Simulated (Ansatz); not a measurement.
## MgO: pressure against volume per atom

Periodic Kohn-Sham DFT of a crystal at fixed atoms; pressure and stress are positive in compression; the energy is the free energy less that of spherical unpolarised free atoms; site moments are those in the method's own spheres, positive along +z. The results are calculated, by Ansatz 0.2.0.

Cell of the first row (space group Fm-3m, No. 225):
```
CELL_PARAMETERS angstrom
0.00000 2.09900 2.09900
2.09900 0.00000 2.09900
2.09900 2.09900 0.00000
ATOMIC_POSITIONS crystal
Mg 0.00000 0.00000 0.00000
O 0.50000 0.50000 0.50000
```

Settings of every row: method frozen-core PAW; functional PBE; relativity scalar; k mesh 10x10x10; filling fermi-dirac; smearing width 0.01 eV; wave cutoff 420 eV; paw set soft_2.

Atom start moment: 0 on all atoms.

Limits: the cell was measured well above room temperature.

| row | volume per atom (Å³) | pressure (GPa) |
| --- | --- | --- |
| 1 | 9.247 | 6.414 |
| 2 | 9.491 | 2.098 |
| 3 | 9.734 | -1.689 |
| 4 | 9.977 | -5.022 |
| 5 | 10.221 | ? |

Question: what pressure should row 5 give?

Worked fit of pressure. Take u = (V_r/V)^(2/3) − 1 with V_r = 9.6125 Å³ an atom, which is twice the finite (Eulerian) strain; such expansions in the strain, on which the Birch-Murnaghan equation of state is built, carry the rest volume and the bulk modulus. The shown rows have u = 0.02618, 0.00852, -0.00834, -0.02451. Least squares give pressure = 0.144 + 224.645 × u + 566.77 × u² GPa; a straight line predicts inner rows, each left out in turn, worse (root mean square 0.23 against 0.0025 GPa). The rows lie off it by 0.000, -0.001, 0.001, 0.000. The pressure vanishes at u = -0.0006, or V = 9.622 Å³ an atom, and there the bulk modulus at fixed shape and fractions is B = −V dP/dV = (2/3)(1 + u) dP/du = 149 GPa. The withheld row has u = -0.04009, so the fit gives 0.144 + 224.645 × (-0.04009) + 566.77 × (-0.04009)² = -7.951 GPa.

The calculation gave -7.951 GPa. The fit meets it to the printed digit. This row lies beyond the range of the fit.
